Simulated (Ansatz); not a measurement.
A correction line for r2SCAN-D4/def2-TZVPP: vertical ionisation energy

The vertical ionisation energy (cation less neutral) in eV of 7 molecular compounds of Sn: x at r2SCAN-D4/def2-TZVPP, y at CCSD(T)/def2-TZVPP. Shapes, held fixed at every level: PBE0-D4/def2-TZVP. Flexible molecules stand in one conformer, not always the lowest. Programs: Ansatz 0.2.0.

```
                     molecule  x (eV)  y (eV)
                    Sn(CH3)Cl    8.63    8.80
CH4S2Sn (SMILES C[S][Sn][SH])    8.76    8.96
                    Sn(NH2)Cl    9.49    9.71
                      Sn(OH)2    9.63    9.85
                      Sn(SH)F    9.65    9.85
                     Sn(OH)Cl    9.69       ?
 CH3FOSn (SMILES C[O][Sn][F])    9.79   10.25
```

Q: Fit y = c + s·x to the known rows and predict y for Sn(OH)Cl.

A: 
1. Means of the 6 rows: x = 9.3250, y = 9.570.
2. Σ(Δx)² = 1.2443, Σ(Δx·Δy) = 1.3955, so the slope is 1.3955/1.2443 = 1.1215.
3. Intercept: 9.570 − (1.1215) × 9.3250 = -0.888. The largest residual of the fit is 0.16.
4. Sn(OH)Cl: -0.888 + 1.1215 × 9.69 = 9.98 eV.

CCSD(T)/def2-TZVPP gives 9.86 eV, so the prediction is off by +0.12 eV, within the largest residual. Uncorrected, r2SCAN-D4/def2-TZVPP misses Sn(OH)Cl by -0.17 eV, and the other rows by 0.25 on average. The line overshoots: the miss goes from -0.17 to +0.12. Left out in turn, the other rows are missed by 0.09 eV on average, so much of the error is systematic among these molecules. Cations run unrestricted. For atoms past krypton def2 sets carry core potentials with scalar relativity. Outer-core shells of Sn are correlated, in sets that cover them unevenly.

The slope above one rests largely on a single molecule, the methoxy fluoride CH3FOSn. In the other five fitted rows CCSD(T) lies above r2SCAN by a nearly constant amount, and Sn(OH)Cl follows them. The methoxy fluoride's gap is about twice as large and, sitting at the upper end of the range, it tilts the line and causes the overshoot; its cation may have a differently placed hole in the two methods.

The ionisation energies themselves fit divalent tin, whose highest occupied orbital is usually a lone pair of mainly 5s character. Electronegative substituents withdraw charge from tin and bind that pair more tightly, so the oxygen and fluorine compounds lie broadly above the methyl and dithiolate ones. Electronegativity alone doesn't fix the order: Sn(CH3)Cl lies below the dithiolate despite its chlorine, and Sn(OH)Cl slightly above Sn(OH)2, so π donation and lone-pair mixing probably matter too. The data support a roughly uniform upward shift better than a correction that grows with ionisation energy.
